Whether to use SnO as the hole-carrying channel of a transistor, and how much oxygen its deposition and anneal may then see, depends in part on which atoms own the highest filled states. Holes sit in those states. In many oxides they belong almost wholly to oxygen, and holes move poorly. In SnO the top 1.2 eV of the valence band is 0.43 Sn 5s and 0.39 O 2p, so a hole is shared between tin and oxygen.

Ansatz 0.2.0, scalar-relativistic PBE with plane waves and PAW for SnO (P4/nmm, 4-atom cell, atoms fixed), without spin polarisation; cutoff 420 eV, 8×8×6 k mesh, Gaussian smearing of 0.05 eV. Both window edges are relative to the Fermi level, states are counted in electrons, and orbital shares are fractions of the Loewdin projections.

| bottom of the window, from the Fermi level (eV) | top of the window (eV) | states in the window (per cell) | share of the cell that they fill | share of O 2s | share of Sn 5p | share of Sn 5s | share of O 2p | share of Sn 4d |
| --- | --- | --- | --- | --- | --- | --- | --- | --- |
| -22.15 | -21.49 | 20.00 | 0.06 | 0.02 | 0.00 | 0.00 | 0.00 | 0.97 |
| -20.41 | -17.65 | 4.00 | 0.10 | 0.71 | 0.12 | 0.04 | 0.00 | 0.14 |
| -9.31 | -6.19 | 4.62 | 0.33 | 0.03 | 0.10 | 0.35 | 0.51 | 0.00 |
| -6.19 | -3.10 | 7.39 | 0.14 | 0.01 | 0.17 | 0.04 | 0.77 | 0.00 |
| -1.20 | 0.00 | 0.60 | 0.24 | 0.01 | 0.17 | 0.43 | 0.39 | 0.00 |
| -0.25 | 0.25 | 0.06 | 0.27 | 0.03 | 0.16 | 0.43 | 0.38 | 0.00 |
| 0.00 | 1.20 | 0.22 | 0.59 | 0.11 | 0.73 | 0.06 | 0.09 | 0.00 |

**Tin 5s appears twice**

Going up through the valence band, the share of Sn 5s is 0.35 in the lowest third, 0.04 in the middle third and 0.43 at the top edge. O 2p does the reverse and peaks in the middle. If the two 5s electrons of Sn(II) were an inert lone pair, they would fill nearly pure 5s bands in one range of energy. The shares show 5s at both ends of the valence band instead, each time in company with O 2p.

The cause is the mixing of two filled levels. A Sn 5s orbital overlaps with the combination of O 2p orbitals on its neighbours that has matching signs. Out of the two come a bonding state, pushed down, and an antibonding state, pushed up. O 2p combinations that don't match the 5s orbital stay in between, which is why the middle is rich in oxygen and poor in 5s. The shares alone carry no signs, so the words bonding and antibonding rest on this standard argument.

The molecule Be₂ is a simpler case. Its two filled 2s orbitals also give a filled bonding and a filled antibonding level, which nearly cancel as a bond, and some empty 2p mixes into the upper one and lowers it. In SnO, Sn 5p is expected to take that part and to turn the upper state into a lone pair that leans to one side of the tin atom. The table shows the 5p share at the top edge, but not the lean. The likeness ends at the shares: equal atoms force an even split in Be₂, while in SnO the split depends on the levels of two different atoms.

**Counting the bands**

The cell has two Sn 5s and six O 2p orbitals. At a general wave vector two O 2p combinations can pair with the 5s orbitals, and four are left over. With two electrons a band, the valence band should hold 4 electrons at the bottom, 8 in the middle and 4 at the top.

The lower and middle thirds hold 4.62 and 7.39 electrons. The table has no row for most of the upper third, which runs from −3.10 eV to the Fermi level. Its content follows from the 40 electrons in the cell:

40 − 20.00 − 4.00 − 4.62 − 7.39 = 3.99

The top agrees closely, while about 0.6 electrons sit in the lower third instead of the middle one. A cut at a fixed energy needn't fall between two kinds of band, and the coupling varies with the wave vector. At the zone centre it even vanishes for the 5s combination with equal signs on both tin atoms, because the overlaps around each oxygen cancel. Some spill is therefore natural, though this argument doesn't give its direction.

**From the bottom to the top edge**

Mixing two levels also ties their shares together. If the bonding state has a part *a* of Sn 5s and 1 − *a* of O 2p, its antibonding partner has 1 − *a* of Sn 5s and *a* of O 2p. The lower third therefore predicts the top edge:

- lower third: *a* = 0.35 / (0.35 + 0.51) = 0.41
- predicted 5s part at the top edge: 1 − 0.41 = 0.59
- computed there: 0.43 / (0.43 + 0.39) = 0.52

No top-edge value entered the prediction, which is about 0.07 too high. Treating the surplus electrons of the lower third as middle-third states brings it down to 0.54, as the output below shows. The model leaves out Sn 5p, which makes up 0.17 of the top edge. It also describes whole bands, whereas the top-edge row holds only about 15% of the electrons in the upper third.

If the single states are split as evenly as these averages, the 5s and 2p levels lie close together compared with their coupling. Which of them is lower can't be read from these shares, since they depend on how the density is divided among atoms. The rule that carries over to a related oxide is simple. For similar coupling, the deeper the filled s level of the metal lies below O 2p, the more s character gathers at the bottom of the valence band and the less remains at the top.

For the process, this sets a limit on oxygen. Oxidising Sn(II) to Sn(IV) removes the two 5s electrons, and with them the filled antibonding states at the top. The highest filled states then fall back to oxygen. The anneal has to improve the film without taking tin that far.

**Rows that seem out of line**

States with more Sn 5s and 5p mostly fill more of the cell, because these orbitals are wide. The lower third breaks the order: it fills 0.33 of the cell and the top edge only 0.24, though the top edge has more of both tin orbitals together. Relative to the charge on oxygen, the density peak beside an oxygen atom is about twice as high at the top edge. My guess is that two causes add up. The O 2p lobes there point mainly one way, while the lower third averages over several directions. And antibonding states hold less density between the atoms than bonding ones, so more of it is packed close to the atoms.

The row centred on the Fermi level might suggest a metal, but its window reaches across the gap, and its 0.06 states belong to the two band edges. The gap on this mesh is about 0.06 eV, close to the smearing width, and could close between mesh points. PBE usually makes gaps too small, so this one is no forecast for the real crystal. The row looks like the valence edge, probably because most of the few mesh states in this narrow window lie on that side. With so few states, its small differences from the top-edge row shouldn't be interpreted.

Above the gap the character changes to 0.73 Sn 5p, the orbitals that are empty in a free Sn²⁺ ion. An electron added to SnO thus sits mainly on tin, while a hole is shared. The O 2s share of 0.11 in these states is probably the antibonding counterpart of the 0.12 Sn 5p found in the deep O 2s bands.

Those O 2s bands also contain Sn 4d, and here the mixing of filled levels shows in a second pair. The two groups lie only about 1.1 eV apart. The d bands lack 0.6 of their 20 d electrons, and nearly the same number turns up in the O 2s bands. With a full 4d shell the missing part has to appear in other filled bands, so the shares only tell where it goes. The size of this mixing shouldn't be carried over to the real crystal: PBE places 4d too high, and spin-orbit coupling, absent here, would split it.

The analysis program printed:

```
Electrons of each kind (states times share):
     row   Sn 5s    O 2p   Sn 5p  share of Sn 5s and 5p  share of cell filled
  -22.15       0       0       0                      0                  0.06
  -20.41    0.16       0    0.48                   0.16                   0.1
   -9.31   1.617   2.356   0.462                   0.45                  0.33
   -6.19  0.2956    5.69   1.256                   0.21                  0.14
    -1.2   0.258   0.234   0.102                    0.6                  0.24
   -0.25  0.0258  0.0228  0.0096                   0.59                  0.27
     0.0  0.0132  0.0198  0.1606                   0.79                  0.59
Lower third of valence band, electrons less the 4 of the orbital count: 0.62
Middle third, electrons less the 8 of the orbital count: -0.61
Upper third, electrons by difference from 40: 3.99
Electrons between -3.10 and -1.20 eV that no row covers: 3.39
Top-edge row as percentage of the upper third: 15.04
Sn 5s electrons in the occupied rows: 2.331
Most Sn 5s electrons that the uncovered window can hold: 1.669
Largest mean Sn 5s share in the uncovered window: 0.4924
Sn 5s electrons in all if that window is like the top edge: 3.788
Sn 5s part of 5s plus O 2p at top edge, predicted from lower third: 0.593
The same with the surplus over 4 electrons taken out as middle-third states: 0.5413
The same as computed at the top edge: 0.5244
Sn 4d electrons missing from the d bands (of 20): 0.6
Sn 4d electrons found in the O 2s bands: 0.56
Gap between the d window and the O 2s window in eV: 1.08
Peak density near O over charge on that O, lower third, per cubic angstrom: 0.5728
The same, middle third: 0.6655
The same, top edge: 1.279
States in 1.2 eV below the Fermi level over those in 1.2 eV above: 2.727
Sn 5p share about the Fermi level if both edges counted by their states: 0.3202
```
